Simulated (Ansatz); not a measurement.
**A family of molecules: the dipole moment**

One atom is swapped for its congeners: C2H6S2 (dimethyl disulfide) `CSSC`; CH6S2Si `CSS[SiH3]`; CH6GeS2 `CS[S][GeH3]`. All are singlets with charge 0.

Shapes, held fixed at every level: PBE0-D4/def2-TZVP. Flexible molecules stand in one conformer, not always the lowest. Programs: Ansatz 0.2.0. Values in D.

```csv
level,C2H6S2,CH6S2Si,CH6GeS2
PBE-D4/def2-TZVPP,1.97,1.63,1.71
r2SCAN-D4/def2-TZVPP,2.08,1.72,1.82
B3LYP-D4/def2-TZVPP,1.98,1.64,1.74
wB97M-V/def2-TZVPP,1.98,1.64,1.78
```

At wB97M-V/def2-TZVPP the dipole moment isn't monotonic: it is largest for C and smallest for Si (1.98 and 1.64 D). Every level shows the same order. Relativity is left out for Ge unless named.

Replacing one carbon of dimethyl disulfide by silicon or germanium lowers the dipole moment, although both heavier atoms are more electropositive and should polarise their bond to sulfur more strongly. The likely reason is that the hydrogens change role: on silicon they are hydridic, so the Si-H bond dipoles oppose the Si-S dipole, whereas in a methyl group the C-H and C-S contributions largely reinforce each other. Donation from the sulfur lone pairs into antibonding orbitals of the silyl group may reduce the moment further. Germanium, with its filled 3d shell screening the nuclear charge poorly, is somewhat more electronegative than silicon; its hydrogens are therefore less hydridic, which probably explains the partial recovery.

The drop from carbon to silicon is well supported. The step from silicon to germanium is small, comparable to the spread between functionals, so its sign is more credible than its size. Total moments alone can't separate bond polarity from the relative orientation of the bond dipoles about the S-S axis.
